**Promotion energies of Fe⁺ as a function of 3d, 4s and 4p occupation**

The table holds total energies and highest eigenvalues of ten configurations of Fe⁺ from spherical, spin-unpolarised, scalar-relativistic PBEsol calculations with ld1.x. The program fits the energies with linear, quadratic and cubic polynomials in the number of 3d holes and 4p electrons, and compares energy differences with midpoint and trapezoid eigenvalue gaps according to Janak's theorem. Fixed levels fail by up to 5.2 eV, constant repulsions by 0.20 eV, and one cubic term in the 3d holes brings the fit to the rounding of the table. Successive 3d→4s steps grow by 3.3 to 4.3 eV and successive 4s→4p steps by 0.1 eV, and the level shifts by shell point to lost screening, partly offset by relaxation. The output also gives the exchange constant that would be needed to bring 3d6 4s1 level with 3d7, an effect that these unpolarised runs do not contain.

Fe⁺ in several fixed configurations, computed as a spherical all-electron Kohn-Sham atom with the ld1.x code of Quantum ESPRESSO 7.5. All runs use the PBEsol functional, scalar relativity and a point nucleus, without spin polarisation. Energies are differences between self-consistent total energies, and the highest eigenvalue is that of the highest occupied level.

## The fit in Python

```python
# Table: total energies (eV above the lowest) and highest eigenvalues of Fe+ configurations; ld1.x, PBEsol,
# scalar-relativistic, spherical, no spin polarisation. Tested: expansion of E in occupations and Janak's dE/dn = eps.
T = {
    'configuration': ['[Ar] 3d7', '[Ar] 3d6 4s1', '[Ar] 3d6 4s0.5 4p0.5', '[Ar] 3d5.5 4s1 4p0.5', '[Ar] 3d6 4p1', '[Ar] 3d5 4s2', '[Ar] 3d5 4s1.5 4p0.5', '[Ar] 3d5 4s1 4p1', '[Ar] 3d5 4p2', '[Ar] 3d4 4s2 4p1'],
    'above_lowest': [0.0, 2.152, 4.679, 7.083, 7.229, 7.641, 10.448, 13.281, 19.022, 23.638],  # eV
    'second_highest_eigenvalue': [-11.469, None, -7.6931, -8.2725, -8.0719, -14.08, -8.8508, -9.1903, -9.8181, -10.314],  # eV
    'second_highest_level': ['3d', None, '4p', '4p', '4p', '4s', '4p', '4p', '4p', '4p'],
}
import re
import numpy as np
from scipy.constants import physical_constants as pc
Ha = pc['Hartree energy in eV'][0]
sh = ('3d', '4s', '4p')
cf = [c.replace('[Ar] ', '') for c in T['configuration']]
occ = [tuple(float(dict(re.findall(r'(3d|4s|4p)([\d.]+)', c)).get(s, 0)) for s in sh) for c in cf]
Ev = np.array(T['above_lowest'], float); E = dict(zip(occ, Ev)); nm = dict(zip(occ, cf))
# further outputs of the same runs: eps 3d, eps 4s (eV), mean 3d radius (bohr); None = absent or taken from the table
X = {(7,0,0):(None,None,1.213596), (6,1,0):(-15.98394,-12.3267,1.111801), (6,.5,.5):(-16.6966,-12.77106,1.106178),
     (5.5,1,.5):(-19.35502,-13.62711,1.063973), (6,0,1):(-17.39128,None,1.100608), (5,2,0):(-21.55953,None,1.029589),
     (5,1.5,.5):(-22.25773,-14.49093,1.026009), (5,1,1):(-22.93849,-14.88196,1.022484),
     (5,0,2):(-24.25198,None,1.015598), (4,2,1):(-29.38625,-16.58934,0.9587134)}
eps = {o: [X[o][0], X[o][1], None] for o in occ}
for o, e, l in zip(occ, T['second_highest_eigenvalue'], T['second_highest_level']):
    if e is not None: eps[o][sh.index(l)] = float(e)
x = np.array([7 - o[0] for o in occ]); y = np.array([o[2] for o in occ])
B = np.array([x, y, x*x, x*y, y*y, x**3]).T; R = []
print('x = 7 - n(3d), y = n(4p); energies in eV; rounding 0.0005 per entry; stated total-energy error %.3f-%.3f' % (2e-4*Ha, 9e-4*Ha))
for lab, k in (('linear x,y', 2), ('quadratic x,y,xx,xy,yy', 5), ('quadratic plus xxx', 6)):
    c = np.linalg.lstsq(B[:, :k], Ev, rcond=None)[0]; r = B[:, :k] @ c - Ev; R.append(r); w = np.argmax(abs(r))
    print('%s: %s | rms %.3f, worst %+.3f (%s)' % (lab, ' '.join('%.3f' % v for v in c), np.sqrt((r**2).sum()/9), r[w], cf[w]))
print('configuration | E | fit - table: linear, quadratic, cubic | eps 3d | 3d radius (bohr)')
for i, o in enumerate(occ):
    print('%-17s %7.3f %+7.3f %+7.3f %+7.3f %8.3f %6.3f' % (cf[i], Ev[i], R[0][i], R[1][i], R[2][i], eps[o][0], X[o][2]))
gx = [c[0]+2*c[2]*a+c[3]*b+3*c[5]*a*a-(eps[o][1]-eps[o][0]) for o, a, b in zip(occ, x, y) if eps[o][1] is not None]
gy = [c[1]+c[3]*a+2*c[4]*b-(eps[o][2]-eps[o][1]) for o, a, b in zip(occ, x, y) if None not in eps[o][1:]]
print('cubic-fit slopes minus unfitted gaps: 4s-3d max %.3f (%d rows), 4p-4s max %.3f (%d rows)' % (max(np.abs(gx)), len(gx), max(np.abs(gy)), len(gy)))
def two(lab, a, b, d):
    s1, s2 = E[b]-E[a], E[d]-E[b]; print('%s: steps %.3f, %.3f, increase %.3f' % (lab, s1, s2, s2-s1)); return s2-s1
kd = two('3d->4s from 3d7', (7,0,0), (6,1,0), (5,2,0)); two('3d->4s from 3d6 4p1', (6,0,1), (5,1,1), (4,2,1))
kp = two('4s->4p from 3d5 4s2', (5,2,0), (5,1,1), (5,0,2))
print('midpoint rule: path | dE | eigenvalue estimate | dE - estimate | midpoint below chord | third derivative implied')
err = []
for a, b in (((6,1,0),(6,0,1)), ((5,2,0),(5,1,1)), ((5,2,0),(5,0,2)), ((6,1,0),(5,1,1)), ((6,0,1),(5,2,0)), ((6,0,1),(4,2,1))):
    m = tuple((p+q)/2 for p, q in zip(a, b)); h = a[0]-b[0]; dE = E[b]-E[a]
    est = sum((q-p)*e for p, q, e in zip(a, b, eps[m]) if p != q)
    if h < 2: err.append(dE-est)
    print('%s -> %s: %.3f %.3f %+.3f %.4f %s' % (nm[a], nm[b], dE, est, dE-est, (E[a]+E[b])/2-E[m], '%.2f' % (24*(dE-est)/h**3) if h else '-'))
a, b, d = (6,1,0), (5,2,0), (5,1,1); g1, g2 = eps[a][1]-eps[a][0], eps[b][1]-eps[b][0]; t = E[b]-E[a]-(g1+g2)/2
print('trapezoid 3d6 4s1 -> 3d5 4s2: 4s-3d gaps %.3f, %.3f (rise %.3f), mean %.3f, dE - mean %+.3f, third derivative %.2f' % (g1, g2, g2-g1, (g1+g2)/2, t, -12*t))
m = eps[(5.5,1,.5)]
print('gaps at 3d5.5 4s1 4p0.5: 4s-3d %.3f, 4p-4s %.3f, 4p-3d %.3f' % (m[1]-m[0], m[2]-m[1], m[2]-m[0]))
# further outputs: 1s and 3p eigenvalues (eV), mean inverse radii (1/bohr), Hartree and xc energies (hartree)
core = {a: (-7000.285, -68.46917), b: (-7007.08, -74.7978), d: (-7008.542, -76.24477)}
for lab, p, q, fr in (('3d->4s, 3d6 4s1 to 3d5 4s2', a, b, 1.219691-0.4815325), ('4s->4p, 3d5 4s2 to 3d5 4s1 4p1', b, d, 0.5101915-0.4145285)):
    s = (core[q][0]-core[p][0], core[q][1]-core[p][1], eps[q][0]-eps[p][0], eps[q][1]-eps[p][1])
    print('level shifts %s: 1s %.2f, 3p %.2f, 3d %.2f, 4s %.2f; unrelaxed 1s estimate %.1f' % ((lab,)+s+(-fr*Ha,)))
print('3d shift 3d7 to 3d6 4s1: %.2f; Hartree change %.1f, xc change %+.1f, net %.3f' % (eps[a][0]-eps[(7,0,0)][0], (530.0295-534.9371)*Ha, (54.39871-54.14573)*Ha, E[a]))
k = [i for i, o in enumerate(occ) if eps[o][2] is not None]
A = np.array([np.ones(len(k)), x[k], y[k]]).T; ep = np.array([eps[occ[i]][2] for i in k])
p4 = np.linalg.lstsq(A, ep, rcond=None)[0]; r = A @ p4 - ep
print('4p eigenvalue (%d rows; 3d and 4s rows are other levels) = %.3f %+.3f x %+.3f y, rms %.3f, worst %+.3f (%s)' % (len(k), *p4, np.sqrt(np.mean(r**2)), r[np.argmax(abs(r))], cf[k[np.argmax(abs(r))]]))
print('high-spin M^2/4 for 3d7, 3d6 4s1, 3d5 4s2: all electrons 2.25, 6.25, 6.25; 3d only 2.25, 4.00, 6.25')
print('exchange constant that would bring 3d6 4s1 level with 3d7: %.2f (all) to %.2f (3d only)' % (E[a]/((25-9)/4), E[a]/((16-9)/4)))
print('smallest gap between rows %.3f' % np.diff(np.sort(Ev)).min())
assert kd > 10*kp > 0
assert max(np.abs(err)) < 0.06 and t < 0
assert eps[b][0]-eps[a][0] < eps[b][1]-eps[a][1] < 0
assert p4[1] < 0 and p4[2] < 0
```

It prints:

```
x = 7 - n(3d), y = n(4p); energies in eV; rounding 0.0005 per entry; stated total-energy error 0.005-0.024
linear x,y: 4.493 4.937 | rms 2.371, worst -5.223 (3d4 4s2 4p1)
quadratic x,y,xx,xy,yy: 0.053 4.743 1.898 0.535 -0.074 | rms 0.115, worst -0.201 (3d6 4s1)
quadratic plus xxx: 0.807 4.464 1.184 0.562 0.051 0.162 | rms 0.001, worst +0.002 (3d5.5 4s1 4p0.5)
configuration | E | fit - table: linear, quadratic, cubic | eps 3d | 3d radius (bohr)
3d7                 0.000  +0.000  +0.000  +0.000  -11.469  1.214
3d6 4s1             2.152  +2.341  -0.201  -0.000  -15.984  1.112
3d6 4s0.5 4p0.5     4.679  +2.282  -0.107  -0.001  -16.697  1.106
3d5.5 4s1 4p0.5     7.083  +2.125  +0.021  +0.002  -19.355  1.064
3d6 4p1             7.229  +2.201  -0.074  +0.000  -17.391  1.101
3d5 4s2             7.641  +1.345  +0.057  -0.000  -21.560  1.030
3d5 4s1.5 4p0.5    10.448  +1.006  +0.138  -0.000  -22.258  1.026
3d5 4s1 4p1        13.281  +0.641  +0.157  -0.001  -22.938  1.022
3d5 4p2            19.022  -0.163  +0.007  +0.000  -24.252  1.016
3d4 4s2 4p1        23.638  -5.223  -0.122  +0.000  -29.386  0.959
cubic-fit slopes minus unfitted gaps: 4s-3d max 0.038 (7 rows), 4p-4s max 0.023 (5 rows)
3d->4s from 3d7: steps 2.152, 5.489, increase 3.337
3d->4s from 3d6 4p1: steps 6.052, 10.357, increase 4.305
4s->4p from 3d5 4s2: steps 5.640, 5.741, increase 0.101
midpoint rule: path | dE | eigenvalue estimate | dE - estimate | midpoint below chord | third derivative implied
3d6 4s1 -> 3d6 4p1: 5.077 5.078 -0.001 0.0115 -
3d5 4s2 -> 3d5 4s1 4p1: 5.640 5.640 -0.000 0.0130 -
3d5 4s2 -> 3d5 4p2: 11.381 11.383 -0.002 0.0505 -
3d6 4s1 -> 3d5 4s1 4p1: 11.129 11.083 +0.046 0.6335 1.12
3d6 4p1 -> 3d5 4s2: 0.412 0.373 +0.039 0.3520 0.93
3d6 4p1 -> 3d4 4s2 4p1: 16.409 16.113 +0.296 2.1525 0.89
trapezoid 3d6 4s1 -> 3d5 4s2: 4s-3d gaps 3.657, 7.480 (rise 3.822), mean 5.568, dE - mean -0.079, third derivative 0.95
gaps at 3d5.5 4s1 4p0.5: 4s-3d 5.728, 4p-4s 5.355, 4p-3d 11.083
level shifts 3d->4s, 3d6 4s1 to 3d5 4s2: 1s -6.80, 3p -6.33, 3d -5.58, 4s -1.75; unrelaxed 1s estimate -20.1
level shifts 4s->4p, 3d5 4s2 to 3d5 4s1 4p1: 1s -1.46, 3p -1.45, 3d -1.38, 4s -0.80; unrelaxed 1s estimate -2.6
3d shift 3d7 to 3d6 4s1: -4.51; Hartree change -133.5, xc change +6.9, net 2.152
4p eigenvalue (7 rows; 3d and 4s rows are other levels) = -6.253 -1.134 x -0.656 y, rms 0.016, worst +0.029 (3d6 4p1)
high-spin M^2/4 for 3d7, 3d6 4s1, 3d5 4s2: all electrons 2.25, 6.25, 6.25; 3d only 2.25, 4.00, 6.25
exchange constant that would bring 3d6 4s1 level with 3d7: 0.54 (all) to 1.23 (3d only)
smallest gap between rows 0.146
```
